# Maximum luminous efficacy of radiation at fixed chromaticity

## 1. Premises and conventions

**P1. Light.** The source emits spectral radiant flux $S(\lambda)\ge 0$ in W/nm. Spectral lines are allowed, so $S\,d\lambda$ is replaced by a non-negative measure $d\mu(\lambda)$. A line of power $w_i$ at $\lambda_i$ is a point mass. Radiant power: $P=\int d\mu$.

**P2. Colorimetry.** Colour matching is additive. The light is represented by
$$\mathbf Q=(X,Y,Z)=\int \mathbf r(\lambda)\,d\mu,\qquad \mathbf r=(\bar x,\bar y,\bar z),\tag{1}$$
with the CIE 1931 2° colour-matching functions. They are dimensionless, non-negative, continuous on $\Lambda=[380,780]$ nm, and power outside $\Lambda$ is assigned $\mathbf r=0$. No prefactor is put in (1), so $X,Y,Z$ are in weighted watts. Chromaticity: $x=X/(X+Y+Z)$, $y=Y/(X+Y+Z)$, $z=1-x-y$.

**P3. Photometry.** Photopic vision with $V(\lambda)=\bar y(\lambda)\le 1$. Luminous flux $\Phi_v=K_mY$ with $K_m\approx 683$ lm/W. Luminous efficacy of radiation:
$$K=K_m\,Y/P .\tag{2}$$

**P4. Target.** The point $(x,y)$ lies strictly inside the convex hull of the spectrum locus. In particular $y>0$.

Problem: find $K_{\max}(x,y)$, the largest $K$ over all $\mu$ of that chromaticity. It was treated by MacAdam (1950). The same name is also attached to the limits of surface colours, which are a different problem.

## 2. The linear programme

With $s=\bar x+\bar y+\bar z$, clear the denominators in the chromaticity conditions. Since $K$ is unchanged by $\mu\to k\mu$, fix $P=1$ W:
$$\max_{\mu\ge0}\int\bar y\,d\mu\quad\text{s.t.}\quad \int d\mu=1,\quad\int(\bar x-xs)\,d\mu=0,\quad\int(\bar y-ys)\,d\mu=0.\tag{3}$$
Objective and three equality constraints are linear in $\mu$.

The two homogeneous constraints give $X+Y+Z=Y/y$, $X=xY/y$, and by subtraction $Z=zY/y$. Hence they are equivalent to
$$\mathbf Q=Y\,\mathbf T,\qquad \mathbf T=(x/y,\;1,\;z/y).\tag{4}$$
They also admit $\mathbf Q=0$, invisible light with $Y=0$, which is never optimal.

Normalise instead to $Y=1$. A feasible $\mu$ of (3) with $Y=t>0$ maps to $\mu/t$, which has $\mathbf Q=\mathbf T$ and power $1/t$, and the map is invertible. The equivalent primal problem is
$$P^*=\min_{\mu\ge0}\int d\mu\quad\text{s.t.}\quad\int\mathbf r\,d\mu=\mathbf T,\qquad K_{\max}=K_m/P^* .\tag{5}$$
$P^*$ is the least radiant power, per weighted watt of $Y$, that makes the colour.

## 3. Geometry

Let $\Gamma=\{\mathbf r(\lambda):\lambda\in\Lambda\}\cup\{0\}$ and $C=\operatorname{conv}\Gamma\subset\mathbb R^3$.

**Lemma 1.** The tristimulus vectors of unit-power light fill exactly $C$, and $C$ is compact.

*Proof.* $\Gamma$ is compact by continuity. By Carathéodory's theorem each point of $C$ is a convex combination of at most four points of $\Gamma$, so $C$ is the continuous image of a compact set and is compact. Each such combination is a line spectrum of unit power, so all of $C$ is reached. Conversely let $\mathbf Q$ come from a unit-power $\mu$ and lie outside $C$. A closed convex set and an outside point are strictly separated by some $\mathbf n$: $\mathbf n\cdot\mathbf Q>\max_\Gamma\mathbf n\cdot\mathbf r$. But $\mathbf n\cdot\mathbf Q=\int\mathbf n\cdot\mathbf r\,d\mu\le\max_\Gamma\mathbf n\cdot\mathbf r$. Contradiction. $\square$

By (4), problem (3) reads $t^*=\max\{t: t\mathbf T\in C\}$. The maximum exists because $C$ is compact. It is positive because by P4 $\mathbf T$ is a positive combination of points of the curve. So
$$K_{\max}=K_mt^*,\qquad P^*=1/t^*,$$
and the optimum is the point where the ray of fixed chromaticity leaves the convex hull of the colour-matching curve.

## 4. The dual and the supporting plane

For $\mathbf u=(a,b,c)$ define $g(\lambda)=\mathbf u\cdot\mathbf r(\lambda)=a\bar x+b\bar y+c\bar z$. Call $\mathbf u$ admissible if $g\le1$ for all $\lambda$.

**Slack identity.** For any $\mu$ feasible in (5), $\int g\,d\mu=\mathbf u\cdot\mathbf T$, so
$$P-\mathbf u\cdot\mathbf T=\int(1-g)\,d\mu .\tag{6}$$

**Weak duality.** For admissible $\mathbf u$ the right side is non-negative. Hence $P^*\ge\mathbf u\cdot\mathbf T$, and $K\le K_m/(\mathbf u\cdot\mathbf T)$ whenever $\mathbf u\cdot\mathbf T>0$. The choice $\mathbf u=(0,1,0)$ gives the trivial bound $K\le K_m$.

**Strong duality.**
1. $t^*\mathbf T$ is a boundary point of $C$, since $t\mathbf T\notin C$ for $t>t^*$.
2. A convex set has a supporting plane at each boundary point: some $\mathbf n\ne0$ obeys $\mathbf n\cdot\mathbf q\le\eta$ on $C$, with $\eta=t^*\,\mathbf n\cdot\mathbf T$.
3. $0\in C$ gives $\eta\ge0$.
4. Suppose $\eta=0$. Then $\mathbf n\cdot\mathbf q\le0$ on the whole cone generated by $\Gamma$, and $\mathbf n\cdot\mathbf T=0$. By P4 $\mathbf T$ is interior to that cone, so $\mathbf T+\delta\,\mathbf n$ lies in it for small $\delta>0$. This gives $\delta|\mathbf n|^2\le0$, which is false. So $\eta>0$.
5. $\mathbf u^*=\mathbf n/\eta$ is admissible and $\mathbf u^*\cdot\mathbf T=1/t^*=P^*$.

Therefore
$$P^*=\max\{\mathbf u\cdot\mathbf T:\ \mathbf u\cdot\mathbf r(\lambda)\le1\ \ \forall\lambda\}.\tag{7}$$
The plane $\mathbf u^*\cdot\mathbf q=1$ supports $C$ at the exit point.

**Complementary slackness.** For optimal $\mu$ and $\mathbf u^*$ the left side of (6) vanishes and the integrand is non-negative. An optimal spectrum therefore has power only at contact wavelengths, where $g=1$. Conversely, a feasible $\mu$ and an admissible $\mathbf u$ with $g=1$ wherever $\mu$ has power are both optimal, by (6) and weak duality. This is the certificate used below. For any other spectrum of the same colour, (6) gives the excess power, and $1-g(\lambda)$ is the wasted fraction of a watt placed at $\lambda$.

**Sensitivity.** The admissible set does not depend on $\mathbf T$. So $P^*(\mathbf T)$ is a maximum of linear functions and is convex. Where $\mathbf u^*$ is unique, $dP^*=\mathbf u^*\cdot d\mathbf T$: the multipliers are marginal radiant watts per unit of $X$, $Y$, $Z$. One admissible $\mathbf u$ bounds every chromaticity $(x',y')$ for which the denominator is positive:
$$K(x',y')\le\frac{K_m\,y'}{ax'+by'+cz'} .\tag{8}$$

## 5. At most three lines

By Lemma 1, $t^*\mathbf T=\sum_{i=1}^np_i\mathbf r_i$ with $p_i>0$, $\sum p_i=1$, $n\le4$. Multiply by $\mathbf u^*$: $1=\sum p_ig_i$ with $g_i\le1$ forces every $g_i=1$. The origin has $g=0$ and is excluded.

Suppose the $\mathbf r_i$ are linearly dependent, $\sum d_i\mathbf r_i=0$ with $d\neq0$. Multiplying by $\mathbf u^*$ gives $\sum d_i=0$. The weights $p_i-\theta d_i$ then give the same $\mathbf Q$ and the same power for every $\theta$. Since the $d_i$ sum to zero, some are positive. Raise $\theta$ from zero to $\min_{d_i>0}p_i/d_i$: all weights stay non-negative and one vanishes. Repeat until the remaining vectors are independent. In $\mathbb R^3$ at most three remain.

**Theorem.** Under P1 to P4 the maximum is attained by a spectrum of at most three lines, all at contact points of a supporting plane, and $K_{\max}=K_m/(\mathbf u^*\cdot\mathbf T)$.

The statement is one of existence. If the contact set holds more than three points, or a whole arc, other spectra can tie.

## 6. Two lines or three

Take $\mathbf r$ differentiable. A contact inside $\Lambda$ is a maximum of $g$, so it carries two conditions, $g=1$ and $g'=0$. Count for a generic curve.

- One line: $\mathbf T\parallel\mathbf r(\lambda)$, a point on the spectrum locus. If that point is on the boundary of the gamut, P4 excludes it.
- Two contacts: unknowns $a,b,c,\lambda_1,\lambda_2$, four conditions. A one-parameter family of bitangent planes remains. Each touches $C$ along the chord $\mathbf r_1\mathbf r_2$, and the chords sweep a ruled surface that covers an area of the chromaticity diagram.
- Three contacts: six unknowns, six conditions. Such planes are isolated, and each gives a flat triangular face that also covers an area.

Both cases can hold on open regions. The number of constraints gives only the upper bound of three. Which case holds at a given $(x,y)$ follows from the shape of $g$.

**Conditions for a pair.** Feasibility $\mathbf T=w_1\mathbf r_1+w_2\mathbf r_2$ requires coplanarity,
$$\det[\mathbf r_1,\mathbf r_2,\mathbf T]=0,\tag{9}$$
with $w_i>0$. The target then lies on the chord between the two spectral chromaticities. For a white target, $\lambda_1$ and $\lambda_2$ are complementary wavelengths. Cross $\mathbf T$ with $\mathbf r_2$, or $\mathbf r_1$ with $\mathbf T$, and project on $\mathbf N=\mathbf r_1\times\mathbf r_2$:
$$w_1=\frac{(\mathbf T\times\mathbf r_2)\cdot\mathbf N}{|\mathbf N|^2},\qquad w_2=\frac{(\mathbf r_1\times\mathbf T)\cdot\mathbf N}{|\mathbf N|^2}.$$

The contact conditions say that $\mathbf u\neq0$ is orthogonal to $\mathbf r_1'$, to $\mathbf r_2'$ and, from $g_1=g_2$, to $\mathbf r_2-\mathbf r_1$. Three vectors orthogonal to one non-zero vector are dependent:
$$\det[\mathbf r_1',\mathbf r_2',\mathbf r_2-\mathbf r_1]=0,\qquad \mathbf u=\frac{\mathbf r_1'\times\mathbf r_2'}{\mathbf r_1\cdot(\mathbf r_1'\times\mathbf r_2')},\tag{10}$$
where the denominator imposes $g_1=1$ and the tangents are taken as non-parallel. Equations (9) and (10) fix the two wavelengths.

At a solution the power is stationary along the family of complementary pairs. Differentiate the feasibility equation at fixed $\mathbf T$:
$$\mathbf r_1dw_1+\mathbf r_2dw_2+w_1\mathbf r_1'd\lambda_1+w_2\mathbf r_2'd\lambda_2=0 .$$
Multiplying by $\mathbf u$ leaves $dw_1+dw_2=dP=0$. Conditions (9) and (10) are necessary. They become sufficient when $w_i>0$ and $g\le1$ on all of $\Lambda$.

**Lever form.** Let $s_i=s(\lambda_i)$ and let $\mathbf c_i$ be the chromaticity point of line $i$. Summing the components of $\mathbf T$ gives $w_1s_1+w_2s_2=1/y$, so $f_i=y\,w_is_i$ obey $f_1+f_2=1$. Dividing the $X$ and $Y$ components by the sum gives $(x,y)=f_1\mathbf c_1+f_2\mathbf c_2$. The $f_i$ are thus lever fractions along the chord, $P=(f_1/s_1+f_2/s_2)/y$, and
$$K=\frac{K_m\,y}{f_1/s_1+f_2/s_2}.\tag{11}$$
At fixed $y$ the best pair puts its lever weight where $s$, the total tristimulus value per watt, is large.

## 7. Range of validity

1. **Observer.** The result belongs to the chosen functions: 2° field, photopic level, additive matching, $V=\bar y$. Sections 3 to 6 hold for any continuous non-negative triple. Another observer shifts the wavelengths and the number.
2. **Interior target.** On the gamut boundary step 4 of the duality proof fails and the dual maximum need not be attained. There only the wavelengths whose chromaticities lie on the supporting line in the diagram are feasible.
3. **Efficacy of radiation.** The efficacy of a device in lm per electrical watt is $K$ times its wall-plug efficiency. If a radiant watt at $\lambda$ costs $\kappa(\lambda)>0$ input watts, with $\kappa$ continuous and independent of the spectrum, replace $\mathbf r$ by $\mathbf r/\kappa$. The dual condition becomes $\mathbf u\cdot\mathbf r\le\kappa$ and the three-line bound is unchanged.
4. **Zero linewidth.** For narrow symmetric lines of rms width $\sigma$ centred on the contacts, expand $g\simeq1-\tfrac12|g_i''|(\lambda-\lambda_i)^2$ in (6):
$$\frac{P-P^*}{P}\simeq\sum_i\frac{w_i}{P}\,\tfrac12|g_i''|\,\sigma^2 .\tag{12}$$
This needs $\sigma$ small against the width of each hump of $g$.
5. **No rendering condition.** Only the colour of the light itself is fixed. A two-line spectrum gives every non-fluorescent surface a chromaticity on the chord $\mathbf c_1\mathbf c_2$, since reflection only rescales $w_1,w_2$. With $m$ further linear equality constraints, and the target interior to the enlarged cone, $\mathbf r$ gains $m$ components, the argument of Section 5 gives at most $3+m$ lines, and $K_{\max}$ cannot rise.

## 8. Illustration: equal-energy white

Here $x=y=z=1/3$, so $\mathbf T=(1,1,1)$.

**Model.** The inputs are approximate four-decimal values of the 1931 functions at the nodes below, all zero to this precision at 780 nm, joined by straight lines. Then $g$ is piecewise linear and its maximum is at a node. The last column is the result of step 2. Derived numbers are formed from unrounded intermediates.

| $\lambda$/nm | $\bar x$ | $\bar y$ | $\bar z$ | $g$ |
|---|---|---|---|---|
| 380 | 0.0014 | 0.0000 | 0.0065 | 0.0036 |
| 400 | 0.0143 | 0.0004 | 0.0679 | 0.0379 |
| 420 | 0.1344 | 0.0040 | 0.6456 | 0.3599 |
| 430 | 0.2839 | 0.0116 | 1.3856 | 0.7731 |
| 440 | 0.3483 | 0.0230 | 1.7471 | 0.9778 |
| 445 | 0.3481 | 0.0298 | 1.7826 | 1.0000 |
| 450 | 0.3362 | 0.0380 | 1.7721 | 0.9971 |
| 455 | 0.3187 | 0.0480 | 1.7441 | 0.9852 |
| 460 | 0.2908 | 0.0600 | 1.6692 | 0.9487 |
| 470 | 0.1954 | 0.0910 | 1.2876 | 0.7560 |
| 480 | 0.0956 | 0.1390 | 0.8130 | 0.5302 |
| 500 | 0.0049 | 0.3230 | 0.2720 | 0.3802 |
| 520 | 0.0633 | 0.7100 | 0.0782 | 0.6051 |
| 540 | 0.2904 | 0.9540 | 0.0203 | 0.8445 |
| 560 | 0.5945 | 0.9950 | 0.0039 | 0.9750 |
| 565 | 0.6784 | 0.9786 | 0.0027 | 0.9913 |
| 570 | 0.7621 | 0.9520 | 0.0021 | 1.0000 |
| 575 | 0.8425 | 0.9154 | 0.0018 | 1.0000 |
| 580 | 0.9163 | 0.8700 | 0.0017 | 0.9910 |
| 590 | 1.0263 | 0.7570 | 0.0011 | 0.9426 |
| 600 | 1.0622 | 0.6310 | 0.0008 | 0.8583 |
| 620 | 0.8544 | 0.3810 | 0.0002 | 0.5930 |
| 650 | 0.2835 | 0.1070 | 0.0000 | 0.1818 |
| 700 | 0.0114 | 0.0041 | 0.0000 | 0.0072 |

**Step 1, primal.** Try the nodes 445, 570, 575 nm. Let $M$ have their $\mathbf r$ as columns; $\det M=-0.1862$. Solving $M\mathbf w=(1,1,1)^{\mathsf T}$ gives
$$w_{445}=0.5598,\quad w_{570}=0.8754,\quad w_{575}=0.1638,\quad P=1.5990 .$$
All weights are positive, so the spectrum is feasible.

**Step 2, dual.** Contact at the three nodes means $M^{\mathsf T}\mathbf u=(1,1,1)^{\mathsf T}$:
$$a=0.3514,\quad b=0.7680,\quad c=0.4795,\quad \mathbf u\cdot\mathbf T=1.5990 .$$
The table shows $g\le1$ at every node, so $\mathbf u$ is admissible and the certificate of Section 4 holds. In the model
$$K_{\max}=683/1.5990=427.1\ \text{lm/W}.$$

**Step 3, the optimum is a pair.** $g$ has two humps, one from $c\bar z$ in the blue and one from $a\bar x+b\bar y$ in the yellow. Two of the three nodes are neighbours on the second hump. Under linear interpolation their mixture equals one line of power $1.0392$ at the fraction $0.158$ of the interval, that is at 570.8 nm. The optimum is the complementary pair 445 and 570.8 nm, with power shares $0.350$ and $0.650$.

**Step 4, effect of the grid.** The spectrum of step 1 uses node values only, so it stays feasible for smooth curves through the nodes, and 427.1 lm/W is a lower bound. For an upper bound let $\max g=1+\epsilon$ on the smooth curves. Then $\mathbf u/(1+\epsilon)$ is admissible and $K_{\max}\le427.1\,(1+\epsilon)$ lm/W. Estimate $\epsilon$ by parabolas. On a 5 nm interval with coordinate $\tau\in[0,1]$, left value 1, first difference $\Delta$ and second difference $D<0$,
$$g=1+\tau\Delta+\tfrac12\tau(\tau-1)D,\qquad \tau_m=\tfrac12-\Delta/D,\qquad \epsilon=\tfrac12|D|\tau_m^2 .$$
- Yellow, 570 to 575 nm: $\Delta=0$, and $D=-0.0087$ or $-0.0090$ from the differences centred on either end. Then $\epsilon=|D|/8=0.0011$ in both cases.
- Blue, 445 to 450 nm: $\Delta=-0.0029$. With $D=-0.0251$ (centred on 445 nm) the peak is at 446.9 nm and $\epsilon=0.0018$. With $D=-0.0090$ (centred on 450 nm) it is at 445.9 nm and $\epsilon=0.0001$.

The largest estimate gives $K_{\max}\lesssim427.9$ lm/W. The curvature changes quickly in the blue, so the table locates that line only to 446 to 447 nm. Repeating step 1 with 450 nm in place of 445 nm moves the partner to 571.2 nm and gives 426.7 lm/W. The yellow line is thus near 571 nm and the optimum is flat.

Rounding of the inputs matters less. From $M\mathbf w=\mathbf T$, $\delta P=-\mathbf u^{\mathsf T}\delta M\,\mathbf w$. With $|\delta M_{ij}|\le5\times10^{-5}$ and positive $\mathbf u$, $\mathbf w$, each summing to $P$, $|\delta P|\le5\times10^{-5}P^2$, which is 0.03 lm/W in $K$.

**Other spectra of the same white.**
- Lines at 450, 540, 620 nm: weights $0.556$, $0.747$, $0.698$, $P=2.001$, $K=341$ lm/W. By (6) most of the excess power comes from the red line, where $g=0.5930$.
- Flat spectrum over the 400 nm of $\Lambda$: the three functions are normalised to equal areas, approximately 106.9 nm each, so the colour is the same and $K=683\times106.9/400=183$ lm/W. The pair is higher by a factor 2.3.
- The pair with Gaussian lines of illustrative width 20 nm FWHM, $\sigma=\text{FWHM}/\sqrt{8\ln2}=8.5$ nm. Second differences on the scale of the line (430, 445, 460 nm and 560, 570, 580 nm) give $|g''|\approx1.2\times10^{-3}$ and $3.4\times10^{-4}$ nm$^{-2}$. The wasted fractions are $0.045$ and $0.012$, and (12) gives a loss of about 2 %, more than the grid uncertainty.

**Dependence on the white point.** For a bluer white with the approximate coordinates of illuminant C, $x'=0.3101$, $y'=0.3162$, $z'=0.3737$, bound (8) with the same plane gives $K\le407$ lm/W in the model. More $Z$ per unit $Y$ costs $c$ watts at the margin and brings no lumens.

**Result.** For $x=y=1/3$ the model's optimum is a complementary pair at 446 to 447 nm and about 571 nm, with about one third of the power in the blue line, and the model's $K_{\max}$ lies between 427 and 428 lm/W.